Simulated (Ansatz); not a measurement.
# Rh: energy above lowest point and pressure against volume scale

Free energy against uniform scaling of the volume at fixed shape and fractions; periodic cell, basis, potentials, k mesh and filling as listed. The results are calculated, by Ansatz 0.2.0.

The cell before it is scaled or strained (space group P6_3/mmc, No. 194):
```
cell vectors (Å)
   2.7401     0.0000     0.0000
  -1.3700     2.3730     0.0000
   0.0000     0.0000     4.4432
atoms (fractions of the cell vectors)
Rh  0.66667  0.33333  0.75000
Rh  0.33333  0.66667  0.25000
```

Settings of every row: functional PBEsol; dispersion none; potentials PAW; wave cutoff 500 eV; density cutoff 2000 eV; k mesh 12x12x7; k shift 0x0x0; occupations gaussian; smearing width 0.1 eV; spin none.

Limits: coarse k mesh, up to 40 meV an atom off; minimum outside the range; the cell comes from a prototype or a list of computed structures and needn't be the stable phase.

```
row  volume scale  V (Å³/atom)  energy above lowest point (meV/atom)  pressure (GPa)
  1        0.9406       13.587                                     0           -0.83
  2        0.9703       14.016                                  13.7           -9.11
  3             1       14.445                                  47.5          -15.92
  4        1.0297       14.874                                  97.8          -21.48
  5        1.0594       15.303                                     ?               ?
```

Question: what energy above lowest point and pressure should row 5 give?

Worked fit of energy above lowest point. Take u = (V_r/V)^(2/3) − 1 with V_r = 14.23 Å³ an atom, which is twice the finite (Eulerian) strain; such expansions in the strain, on which the Birch-Murnaghan equation of state is built, carry the rest volume and the bulk modulus. The shown rows have u = 0.03131, 0.01015, -0.00995, -0.02908. Least squares give energy above lowest point = 28.28 − 1675.6 × u + 24639 × u² meV/atom; a straight line predicts inner rows, each left out in turn, worse (root mean square 14 against 0.24 meV/atom). The rows lie off it by 0.0, -0.1, 0.1, 0.0. The withheld row has u = -0.04731, so the fit gives 28.28 − 1675.6 × (-0.04731) + 24639 × (-0.04731)² = 162.7 meV/atom.

The calculation gave 161.6 meV/atom. The fit lies 1.1 meV/atom (0.68 % of the column's range) above it; its largest miss of a shown row is 0.1 meV/atom. This row lies beyond the range of the fit.

Worked fit of pressure. Take u = (V_r/V)^(2/3) − 1 with V_r = 14.23 Å³ an atom, which is twice the finite (Eulerian) strain; such expansions in the strain, on which the Birch-Murnaghan equation of state is built, carry the rest volume and the bulk modulus. The shown rows have u = 0.03131, 0.01015, -0.00995, -0.02908. Least squares give pressure = −12.675 + 339.09 × u + 1251.4 × u² GPa; a straight line predicts inner rows, each left out in turn, worse (root mean square 0.72 against 0.012 GPa). The rows lie off it by 0.00, -0.01, 0.01, 0.00. The withheld row has u = -0.04731, so the fit gives −12.675 + 339.09 × (-0.04731) + 1251.4 × (-0.04731)² = -25.92 GPa.

The calculation gave -26.02 GPa. The fit lies 0.10 GPa (0.4 % of the column's range) above it; its largest miss of a shown row is 0.01 GPa. This row lies beyond the range of the fit.
